The addition energy of a dot with $N$ electrons is $A(N)=E(N+1)+E(N-1)-2E(N)$, the rise of the chemical potential $\mu(N)=E(N)-E(N-1)$ from one electron to the next. Here the total energies $E(N)$ come from separate spin-polarised PBE calculations in a flat-bottomed spherical well, filled one electron at a time. The highest level names the last occupied shell by radial order, angular momentum and spin, the highest eigenvalue $\varepsilon(N)$ is its Kohn-Sham energy, and the rms radius measures the whole density. Starred units are effective atomic units.

Spherical dot computed with the radks radial solver and Libxc, using non-relativistic, spin-polarised Kohn-Sham theory with the PBE functional and m-averaged shells. The well is -depth/(1+exp((r-radius)/edge)) with depth 57.7 hartree*, radius 1.56 bohr* and edge 0.19 bohr*, without a central charge; starred units are effective atomic units.

| electrons | chemical potential (hartree*) | unpaired electrons | rms radius (bohr*) | highest eigenvalue (hartree*) | highest level | addition energy (hartree*) |
| --- | --- | --- | --- | --- | --- | --- |
| 1 | -54.20 | 1 | 0.6913 | -53.70 | 1s up | n/a |
| 2 | -52.87 | 0 | 0.7079 | -52.38 | 1s up | 3.890 |
| 3 | -48.98 | 1 | 0.7627 | -48.52 | 1p up | 0.9455 |
| 4 | -48.04 | 2 | 0.7919 | -47.55 | 1p up | 0.9769 |
| 5 | -47.06 | 3 | 0.8114 | -46.57 | 1p up | 1.290 |
| 6 | -45.77 | 2 | 0.8271 | -45.32 | 1p down | 0.9158 |
| 7 | -44.85 | 1 | 0.8396 | -44.38 | 1p down | 0.9447 |
| 8 | -43.91 | 0 | 0.8503 | -43.43 | 1p up | 4.107 |
| 9 | -39.80 | 1 | 0.8684 | -39.37 | 1d up | 0.8750 |
| 10 | -38.93 | 2 | 0.8833 | -38.49 | 1d up | 0.8809 |
| 11 | -38.05 | 3 | 0.8961 | -37.61 | 1d up | 0.8835 |
| 12 | -37.16 | 4 | 0.9071 | -36.72 | 1d up | 0.8841 |
| 13 | -36.28 | 5 | 0.9170 | -35.84 | 1d up | 1.149 |
| 14 | -35.13 | 4 | 0.9260 | -34.71 | 1d down | 0.8517 |
| 15 | -34.28 | 3 | 0.9342 | -33.85 | 1d down | 0.8577 |
| 16 | -33.42 | 2 | 0.9418 | -32.99 | 1d down | 0.8606 |
| 17 | -32.56 | 1 | 0.9488 | -32.13 | 1d down | 0.8617 |
| 18 | -31.70 | 0 | 0.9553 | -31.27 | 1d up | 2.764 |
| 19 | -28.93 | 1 | 0.9574 | -28.45 | 2s up | 1.148 |
| 20 | -27.79 | 0 | 0.9594 | -27.31 | 2s up | 2.101 |
| 21 | -25.68 | 1 | 0.9679 | -25.28 | 1f up | 0.8113 |
| 22 | -24.87 | 2 | 0.9757 | -24.47 | 1f up | 0.8118 |
| 23 | -24.06 | 3 | 0.9830 | -23.66 | 1f up | 0.8117 |
| 24 | -23.25 | 4 | 0.9899 | -22.84 | 1f up | 0.8112 |
| 25 | -22.44 | 5 | 0.9964 | -22.03 | 1f up | 0.8105 |
| 26 | -21.63 | 6 | 1.002 | -21.22 | 1f up | 0.8095 |
| 27 | -20.82 | 7 | 1.008 | -20.41 | 1f up | 1.032 |
| 28 | -19.79 | 6 | 1.014 | -19.39 | 1f down | 0.7934 |
| 29 | -18.99 | 5 | 1.019 | -18.60 | 1f down | 0.7939 |
| 30 | -18.20 | 4 | 1.024 | -17.80 | 1f down | 0.7941 |
| 31 | -17.41 | 3 | 1.029 | -17.01 | 1f down | 0.7938 |
| 32 | -16.61 | 2 | 1.034 | -16.21 | 1f down | 0.7933 |
| 33 | -15.82 | 1 | 1.039 | -15.42 | 1f down | 0.7925 |
| 34 | -15.03 | 0 | 1.043 | -14.63 | 1f up | 3.649 |
| 35 | -11.38 | 1 | 1.045 | -10.95 | 2p up | 0.8589 |
| 36 | -10.52 | 2 | 1.048 | -10.09 | 2p up | 0.8639 |
| 37 | -9.654 | 3 | 1.050 | -9.221 | 2p up | 1.035 |
| 38 | -8.619 | 2 | 1.053 | -8.197 | 2p down | 0.8456 |
| 39 | -7.773 | 1 | 1.055 | -7.349 | 2p down | 0.8505 |
| 40 | -6.923 | 0 | 1.057 | -6.497 | 2p up | n/a |

### How an addition energy is composed

Janak's theorem, $\partial E/\partial f=\varepsilon(f)$, makes $\mu(N)$ the eigenvalue averaged over the occupation $f$ of the last electron. If $\varepsilon$ rises linearly with slope $u$, then $d(N)=\varepsilon(N)-\mu(N)=u/2$. The next electron starts from the lowest empty level of the $N$-electron dot and pays half of its own slope, so

$$A(N)=d(N)+d(N+1)+G(N),$$

where $G$ is the distance from the highest occupied to the lowest empty level. With m-averaged shells $G$ vanishes while one spin shell fills, equals the spin splitting at half filling, and equals the shell gap at a closure. At $N=10$, $d(10)+d(11)=0.44+0.44=0.88$ against $A=0.8809$ hartree\*, and in all 28 such rows $|G|$ stays within the 0.02 that rounding allows. This only confirms that the eigenvalue is close to linear within a spin shell. At half filling and at closures the $G$ quoted below is inferred from $A$ and $d$, not read from the levels of that run, so it carries any departure from linearity as well as the rounding. The offset $d$ itself is a fault of the functional, pure self-interaction at $N=1$: the exact functional would give $d=0$ and carry the charging cost as a jump of the eigenvalue at each integer. Summed from $N=1$ to 40, charging supplies 71% of the rise of $\mu$ by 47.3 hartree\*, shell gaps 25% and spin steps 3%.

### From 1 to 8 electrons

The second electron shares the 1s orbital with opposite spin, and the first two chemical potentials differ by $54.20-52.87=1.33$. The third must start the 1p shell, and $A(2)=3.890$ is mostly gap. The 1p shell then shows the pattern that 1d, 1f and 2p repeat: the unpaired count climbs to $2l+1$ and returns to zero, and $A$ has a small peak at half filling, here $A(5)=1.290$. Electrons of equal spin gain exchange energy from one another (Hund's rule), so the up level lies below the down level, and the first down electron pays this splitting, inferred as 0.35, on top of charging. At $N=8$ the label "up" means nothing, since both spins are degenerate in a closed shell. The closure gives $G=4.107-0.48-0.43=3.20$, close to the 1p-1d spacing of 3.12 in the levels of the $N=10$ run.

### From 9 to 20 electrons

In a harmonic well 1d and 2s are degenerate and close together at 20. A flat floor with a steep wall favours the state without a radial node, because the centrifugal term pushes it outward at no cost in potential energy until it meets the wall. All 40 rows follow the order of a spherical box, 1s, 1p, 1d, 2s, 1f, 2p, with maximum spin, and closures fall at 2, 8, 18, 20 and 34.

Splitting 1d from 2s turns one large gap into two smaller ones, so $A(18)=2.764$ and $A(20)=2.101$ are the weakest closures. Their order needs the interaction. At $N=10$ the 2s level is nearer to 1d (1.70) than to 1f (1.98), yet the inferred gaps are 1.85 at $N=18$ and 1.22 at $N=20$. The level lists show 2s moving up: from $N=10$ to 39 the six levels rise in strict order of their compactness at $N=10$, from 26.4 for 1s to 24.1 for 1f (in the two larger runs 2s has become more compact than 1s, and 2p than 1p). Electrostatics gives the reason, since the potential of a filled ball of charge is highest at its centre and lifts most the orbitals that live there.

The peak at $N=19$ is 2s pairing. The splitting inferred from $A$ is 0.19, but the 2s up and down levels of the $N=19$ run differ from this by more than rounding allows, so the linear estimate is only approximate here. Pairing still wins over promotion: if the eigenvalue rises with occupation, the empty 2s down level lies below $\mu(20)=-27.79$, hence less than 0.66 above 2s up, while the gap to 1f inferred at $N=20$ is 1.22. The half-filled 1d shell gives an inferred 0.058 per unpaired electron, beside 0.070 in the levels at $N=10$, which supports reading these peaks as spin splitting, though the agreement is rough and not within rounding.

### From 21 to 34 electrons, and the size of the charging cost

The long 1f plateaus, 0.81 for up and 0.79 for down spin, are the lowest of the table. Charging falls from 1p through 1d to 1f as the cloud swells, so a constant capacitance doesn't describe the dot. One estimate without parameters, and fitted to no row, treats the density as a uniform ball with $R=\sqrt{5/3}\,r_\mathrm{rms}$, Hartree energy $3N^2/(5R)$ and second difference $U=6/(5R)$ at fixed size. For $N=30$, $R=1.291\times1.024=1.322$ bohr\*, the Hartree energy is $540/1.322=408.5$ against the computed 409.7, and $U=1.2/1.322=0.908$ against $A=0.794$, too high by 14% of $A$. The ball reproduces the Hartree energy within 1% in the three runs checked, but overshoots the plateaus by 14 to 24% of $A$ in 1p, 1d and 1f. Theory offers three effects that add: the added electron sits outside the average one, the others relax outward, and exchange-correlation removes part of the repulsion. They were not separated here.

Within each half of 1p, 1d and 2p the addition energy creeps upward, while in 1f it turns over and falls slightly. A guess is that two effects compete: the softening from exchange weakens as a spin channel fills, which raises $A$, while swelling lowers it. The dot swells more slowly per electron in 1f than in 1p or 1d, so the guess holds only if the exchange effect fades faster still, which wasn't tested. The closure at 34 is strong, $A=3.649$, because the shift that narrows 2s-1f widens 1f-2p; the inferred 2.82 lies between the spacings at $N=30$ and 39.

### From 35 to 40 electrons

The 2p plateaus rise again to 0.85-0.86 although the dot is larger than before, which rules out overall size as the sole control, and the ball overshoots by only 3 to 4% of $A$. The 2p orbital is more compact than 1f (mean radius 0.90 against 1.08 bohr\* at $N=30$), and electrons confined to a smaller region repel each other more; this cause is argued, not isolated. Compactness also fits the rms radius, which grows in every row but by only about 0.002 bohr\* per electron in 2s and 2p, against 0.006 in 1f.

This stretch is the least secure. The 2p-1g spacing falls from 0.90 at $N=30$ to 0.30 at $N=39$, so a strong closure at 40 has no support. At $N=39$ the empty 1g up level is only 0.27 above 2p down, comparable to the 2p splitting of about 0.18 inferred at $N=37$, and a greedy search could pass over a lower high-spin state with 1g occupied; that state is untested. Spherical averaging also bites wherever a p, d or f spin shell is partly filled: the smooth plateaus are partly built in, and a dot free to deform or to order its orbitals could lower its open-shell energies and change the peak heights.

### Neighbouring series

A small attractive central charge would oppose the central repulsion, lower s levels most and p levels next, weaken the closures at 18 and 34 and strengthen those at 20 and 40, as a softer, more harmonic edge would also do. In a wider well the gaps shrink roughly as the inverse square of the radius and charging only as its inverse, so closures would stand lower over the plateau and reordering of close levels would become likelier. Without spin polarisation the half-filling peaks would vanish and the closures remain. The results by shell and by closure are in the output below.

Output of the analysis:

```
Energies in hartree*, radii in bohr*. A = addition energy, d = eigenvalue - chemical potential
Rounding: d up to 0.01, G = A - d(N) - d(N+1) up to 0.02, rms radius 0.0001 to 0.0005
Spherical-box order: 1s 1p 1d 2s 1f 2p 1g | closures: 2 8 18 20 34 40 58 | oscillator: 2 8 20 40
Rows matching box order and maximum spin: 40 of 40
d: 0.39 to 0.50; N=1: 0.50. In-shell rows: 28, A 0.7925 to 0.9769, largest |G| 0.012 (N=22)
In-shell A (first, last, mean) and uniform-ball charging U = 6/(5R), R = sqrt(5/3) rms
  1p up   N=3-4: 0.9455 0.9769 0.961; U 1.196; U too high by 24%
  1p down N=6-7: 0.9158 0.9447 0.930; U 1.115; U too high by 20%
  1d up   N=9-12: 0.8750 0.8841 0.881; U 1.046; U too high by 19%
  1d down N=14-17: 0.8517 0.8617 0.858; U 0.991; U too high by 16%
  1f up   N=21-26: 0.8113 0.8095 0.811; U 0.943; U too high by 16%
  1f down N=28-33: 0.7934 0.7925 0.793; U 0.906; U too high by 14%
  2p up   N=35-36: 0.8589 0.8639 0.861; U 0.888; U too high by 3%
  2p down N=38-39: 0.8456 0.8505 0.848; U 0.882; U too high by 4%
rms growth per electron: 1p 0.0237; 1d 0.0105; 2s 0.0020; 1f 0.0060; 2p 0.0023
Closures: A, inferred gap G, spin-averaged level gap at N=10, 30, 39
  N=2 1s-1p: A 3.890, G 2.94; levels 2.43 1.86 1.60
  N=8 1p-1d: A 4.107, G 3.20; levels 3.12 2.61 2.39
  N=18 1d-2s: A 2.764, G 1.85; levels 1.70 2.23 2.78
  N=20 2s-1f: A 2.101, G 1.22; levels 1.98 0.97 0.22
  N=34 1f-2p: A 3.649, G 2.82; levels 2.26 2.79 3.22
  N=40 2p-1g: A not available; levels (not listed) 0.90 0.30
Half-filled shells: A, inferred splitting G, G per unpaired electron
  N=1 1s: A 1.330, G 0.34, per electron 0.340
  N=5 1p: A 1.290, G 0.35, per electron 0.117
  N=13 1d: A 1.149, G 0.29, per electron 0.058
  N=19 2s: A 1.148, G 0.19, per electron 0.188
  N=27 1f: A 1.032, G 0.22, per electron 0.032
  N=37 2p: A 1.035, G 0.18, per electron 0.060
Listed open-shell spin splitting: N=10 1d 0.139 (0.070 per unpaired); N=30 1f 0.119 (0.030 per unpaired); N=39 2p 0.052 (0.052 per unpaired)
Level rise N=10 to 39 (mean radius at N=10): 1s 26.37 (0.73); 2s 25.90 (0.76); 1p 25.54 (0.86); 2p 25.10 (0.87); 1d 24.81 (0.94); 1f 24.14 (1.02)
Mean radius at N=30: 1s 0.83; 1p 0.94; 1d 1.01; 2s 0.78; 1f 1.08; 2p 0.90; 1g 1.13
N=10: Hartree 53.0, ball 52.6 (-0.7%), R 1.14, Hartree/(N^2/2) 1.060, A 0.881, |xc|/Hartree 17%
N=30: Hartree 409.7, ball 408.5 (-0.3%), R 1.32, Hartree/(N^2/2) 0.911, A 0.794, |xc|/Hartree 8%
N=39: Hartree 672.3, ball 670.0 (-0.3%), R 1.36, Hartree/(N^2/2) 0.884, A 0.851, |xc|/Hartree 7%
Rise of chemical potential N=1 to 40: 47.28; gaps 12.0 (25%), spin steps 1.6 (3%), charging 33.7 (71%)
N=39 margins: 2p up to 1g up 0.32; 2p down to 1g up 0.27; 2s up to 1f up 0.24
```
